Q: I have to pick a functional for cubic HfGe, and the five I tried give five different cells. How do I choose?

A: By what you need from the cell. Put the results side by side first.

GPAW 26.7.0, plane-wave PAW DFT for cubic HfGe (space group Pm-3m, 2 atoms per cell), without spin polarisation, spin-orbit coupling or dispersion correction. All runs use a 600 eV cutoff, a 7 × 7 × 7 k mesh and Fermi-Dirac smearing of 0.05 eV. The cell was relaxed with each functional, and volume changes are relative to the starting cell with a = 3.5008 Å.

```csv
functional,potentials,volume change (%),relaxed length a (Å)
LDA,GPAW-PAW-data-sets-(gpaw-data-1.2.1),-17.960,3.277
PBE,GPAW-PAW-data-sets-(gpaw-data-1.2.1),-12.200,3.352
PBEsol,PAW-data-sets-made-by gpaw-setup-for-the-functional,-15.540,3.309
RPBE,GPAW-PAW-data-sets-(gpaw-data-1.2.1),-10.150,3.378
r2SCAN,GPAW-PAW-data-sets-(gpaw-data-1.2.1),-13.770,3.332
```

The relaxed length a is the cube edge after the cell was free to shrink or swell. The volume change is counted from the starting cell. LDA uses only the local electron density; PBEsol, PBE and RPBE also use its gradient; r2SCAN adds the kinetic-energy density of the electrons.

Q: Every functional shrinks the cell by at least 10 %. Are they all that wrong?

A: The table can't tell you that, because the starting cell isn't a measured HfGe cell. It was made by putting Hf and Ge into the cell of another compound, Materials Project entry mp-1660, so its size is no reference for HfGe. A contraction shared by all five tells you that the start was too large for all of them. With LDA and PBEsol the volume moved by more than 15 %, so the start was a poor guess at the size. Judge the functionals by the differences between them. From LDA to RPBE the edge grows by 0.10 Å, or 3 % of the LDA edge.

Q: Why does LDA give the smallest cell and RPBE the largest?

A: Think about what happens between the atoms when the cell expands. The electron clouds overlap less, the density there becomes thinner, and relative to its own size it varies more steeply. LDA takes no account of that steepness. A gradient correction to exchange lowers the energy where the density is uneven, so it rewards the expanded cell and pushes the atoms apart.

Correlation is the part of the energy that comes from electrons avoiding one another beyond exchange. Its gradient correction works the other way and takes back part of the push. What reaches the cell is the difference between the two. This is the standard account of why gradient corrections lengthen bonds. The edges agree with it, since all three gradient-corrected functionals lie above LDA.

Q: But PBE and RPBE are both gradient-corrected. Why aren't their cells the same?

A: That pair is instructive because the two functionals are so alike. They use the same correlation, and their exchange agrees where the density varies gently. They part only at steeper gradients, where RPBE lets the exchange energy gain grow faster. The RPBE edge is 0.026 Å longer, which points to regions of fairly steep density as the place where the difference arises.

Q: Can I turn that into a number?

A: Roughly. Let $s$ be the reduced gradient, which measures how much the density changes over the local wavelength of the electrons. Let $F(s)$ be the factor by which a functional multiplies the LDA exchange energy. The reward for a little more unevenness is the slope $F'(s)$, so assume that the expansion beyond LDA is proportional to it:

$$F'_{\rm PBE}=\frac{2\mu s}{(1+\mu s^2/\kappa)^2},\qquad F'_{\rm RPBE}=2\mu s\,e^{-\mu s^2/\kappa}$$

Here $\mu\approx0.22$ sets the strength at small gradients and $\kappa\approx0.80$ limits the growth at large ones. Take $s=1$ as a single round value. It was not read from the computed density, where $s$ changes from place to place. Then $\mu s^2/\kappa=0.275$, and the ratio of the two slopes is

$$\frac{F'_{\rm RPBE}}{F'_{\rm PBE}}=e^{-0.275}\,(1.275)^2\approx1.235$$

PBE lies 0.075 Å above LDA, and this one row sets the scale. The estimate for RPBE is therefore $1.235\times0.075\approx0.093$ Å above LDA. The full calculation gives 0.101 Å. Most of that agreement comes from the PBE row that set the scale. The fairer test is the step from PBE to RPBE, estimated at 0.018 Å and computed as 0.026 Å.

Q: So it gets the direction and the rough size. Does it work for PBEsol too?

A: Less well. PBEsol has the same form as PBE with $\mu\approx0.12$, and the same recipe puts it 0.050 Å above LDA. The calculation gives only 0.032 Å. The estimate has the order right, but its error is nearly as large as the step from PBEsol to r2SCAN.

The likely reason is that the recipe follows exchange alone. At $s=1$ PBEsol cuts the outward push to about two thirds of its PBE value. The inward pull is expected to fall by less. Its strength at small gradients drops to about 70 %, but at very steep gradients both functionals switch correlation off entirely, so the two pulls should differ less as the gradient grows. The remainder then shrinks by more than exchange alone suggests. That gives the right direction; I haven't worked out the size. The same omission should make the RPBE estimate too small: there the push grows while the pull stays the same, so the remainder grows by a larger factor than the push. PBEsol was also run with data sets made specially for it, and their effect on the edge was not tested.

Q: So if someone hands me another gradient-corrected functional, what should I look at?

A: Look at how fast its exchange factor rises at moderate gradients, and how strongly its correlation pulls back. A steep rise with an unchanged pull means a larger cell, as from PBE to RPBE. A gentle rise moves the cell back towards LDA, as in PBEsol. Use this to guess the order, not the second decimal of the edge.

Q: Where does r2SCAN fit in?

A: Its edge lies almost midway between PBEsol and PBE. The formula above doesn't cover it, because its exchange depends on more than the density gradient. The kinetic-energy density helps it to tell a covalent bond from a metallic region or a thin tail, and it adjusts the correction to each. That is how it is built; these five edges can't show which region of HfGe decides the result.

Q: Which of them is right, then?

A: There is no measured edge here, so I can't name a winner for this cell. For ordinary solids the habits are well known: LDA usually comes out too small, PBE often somewhat too large, and RPBE larger still. PBEsol was designed to give better lattice constants, and r2SCAN usually gives good ones as well. I would take one of these two for the cell and quote the distance between them, 0.023 Å, as a reminder of how much the choice matters. It is not an error bar.

Q: I'm supposed to pass a density on to process engineering. Is that good enough?

A: For a rough conversion between mass and volume, yes, provided that this cubic cell is the phase they mean. The LDA volume is 6.6 % below the PBE volume, and the RPBE volume is 2.3 % above it. If a density within ten percent is enough, the choice among these functionals won't decide the matter.

If they want the edge to 0.01 Å, it will. The smallest step between neighbouring functionals is 0.020 Å, twice that tolerance. At that level you would also have to check thermal expansion, zero-point motion and spin-orbit coupling, none of which is included. A finer calculation with an arbitrarily chosen functional would only give you more digits.

Q: Could I save work by relaxing with PBE and running another functional in that cell?

A: It depends on how far apart the two cells are. A cell that suits PBE is stretched for LDA. Multiplying the LDA bulk modulus, its resistance to uniform compression, by the logarithm of the volume ratio gives a tension of roughly 9 GPa. The true value should be somewhat lower, because a crystal usually softens as it is stretched. The stored strain energy is of the order of tens of meV per atom, which can spoil a comparison of phases that lie close in energy.

For r2SCAN in the PBE cell, the same estimate gives only a few meV per atom. That may do for a coarse energy ranking, but the leftover stress is still about 2 GPa. For stresses or elastic constants, relax the cell with the functional that you will use afterwards.

Q: Good. I'll take PBEsol, relax the cell and report the cubic phase.

A: Not yet. The same calculations gave elastic constants, and they carry a more serious message than the edges. A cubic crystal resists shear only if $C_{44}$ is positive and $C_{11}$ is larger than $C_{12}$. These constants measure the stress that answers a small strain. All five functionals break both conditions.

Q: But the forces on the atoms are zero.

A: They have to be. In this structure each atom sits at a point of such high symmetry that no direction is preferred, so the force vanishes whether or not the crystal is stable. The relaxation found the best cube. It did not ask whether the crystal would rather stop being a cube, and the elastic constants, as computed here, say that it would.

Q: Would a better functional cure that?

A: None of these five does, though they are a selection from which failed runs were left out. $C_{44}$ runs from about −90 GPa in RPBE to −126 GPa in r2SCAN. Whether these values are converged with respect to the k mesh, the set of points at which the electron waves are sampled, was not tested. All five runs used the same mesh, so their agreement doesn't test it either. HfGe comes out as a metal here, and the makers of the data warn, from tests on other systems, that the elastic response of a metal may not be converged on a working mesh like this one. I therefore wouldn't quote those sizes as final. I would repeat one functional on a denser mesh to confirm the signs, then distort the cell and let it relax without the cubic symmetry.

Q: Can I at least guess the stiffness from the size of the cell?

A: For uniform compression, quite well in this set. A larger cell holds the same electrons at lower density and is easier to squeeze. A least-squares line of bulk modulus against volume through the LDA, PBEsol, PBE and RPBE rows predicts 124 GPa for r2SCAN. The calculation gives 128 GPa.

For shear a good fit proves little. The same kind of line runs close to its own four rows and predicts $C_{11}-C_{12}$ of about −77 GPa for r2SCAN, but the calculation gives −182 GPa. Shear changes the directions of the bonds at nearly constant volume, so it tests something that the cell size need not reveal. I don't know whether the functional, its data sets or the k mesh causes this gap. Check that value before you use it.

Q: What would all this cost me?

A: No times were recorded, so only scaling can guide you. LDA and the gradient-corrected functionals need similar work per step, because the gradient is cheap to obtain from the density. r2SCAN also needs the kinetic-energy density and is often harder to converge. Doubling the k mesh along each axis gives $2^3=8$ times as many points before symmetry reduces them, and the work grows roughly in step.

Q: So where should my effort go first?

A: Into the shape of the crystal. Use PBEsol for the search, with a denser mesh and the cubic symmetry released. Once you have a structure that resists shear, relax it again with r2SCAN and see whether your conclusion survives the change. A choice worth 0.02 Å in the edge matters only when the structure is one that the crystal would keep.
